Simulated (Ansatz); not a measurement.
MgZr2: energy above lowest point against volume scale

Results calculated with Ansatz 0.2.0, not measured. Free energy against uniform scaling of the volume at fixed shape and fractions; periodic cell, basis, potentials, k mesh and filling as listed.

The cell before it is scaled or strained (space group R-3m, No. 166):
```
cell vectors (Å)
   1.6165     0.9333     7.7765
  -1.6165     0.9333     7.7765
   0.0000    -1.8666     7.7765
atoms (fractions of the cell vectors)
Mg  0.00000  0.00000  0.00000
Zr  0.21943  0.21943  0.21943
Zr  0.78057  0.78057  0.78057
```

Settings of every row: functional r2SCAN; dispersion none; potentials PAW; wave cutoff 600 eV; density cutoff 2400 eV; k mesh 10x10x10; k shift 0x0x0; occupations cold; smearing width 0.1 eV; spin none.

Limits: coarse k mesh, up to 40 meV an atom off; the cell comes from a prototype or a list of computed structures and needn't be the stable phase.

| row | volume scale | V (Å³/atom) | energy above lowest point (meV/atom) |
| --- | --- | --- | --- |
| 1 | 0.88 | 20.649 | 98.5 |
| 2 | 0.92 | 21.587 | 41.9 |
| 3 | 0.96 | 22.526 | 10.3 |
| 4 | 1 | 23.464 | 0 |
| 5 | 1.04 | 24.403 | ? |
| 6 | 1.08 | 25.342 | 31.7 |
| 7 | 1.12 | 26.28 | 68.3 |

Question: what energy above lowest point should row 5 give?

Worked fit of energy above lowest point. Take u = (V_r/V)^(2/3) − 1 with V_r = 22.995 Å³ an atom, which is twice the finite (Eulerian) strain; such expansions in the strain, on which the Birch-Murnaghan equation of state is built, carry the rest volume and the bulk modulus. The shown rows have u = 0.07438, 0.04302, 0.01383, -0.01337, -0.06274, -0.08517. Least squares give energy above lowest point = 2.72 + 370.2 × u + 12829 × u² − 6612 × u³ meV/atom; a parabola predicts inner rows, each left out in turn, worse (root mean square 1 against 0.14 meV/atom). The rows lie off it by 0.0, 0.0, 0.0, -0.1, 0.1, 0.0. Its lowest point lies at u = -0.0143, or V = 23.5 Å³ an atom, and the curvature there gives the bulk modulus at fixed shape and fractions, B = (4/9)(1 + u)² E″(u)/V = 77.2 GPa. Letting shape and atoms relax would as a rule lower it, by much in layered, chain or molecular crystals. The withheld row has u = -0.03884, so the fit gives 2.72 + 370.2 × (-0.03884) + 12829 × (-0.03884)² − 6612 × (-0.03884)³ = 8.1 meV/atom.

The calculation gave 8.1 meV/atom. The fit meets it to the printed digit.
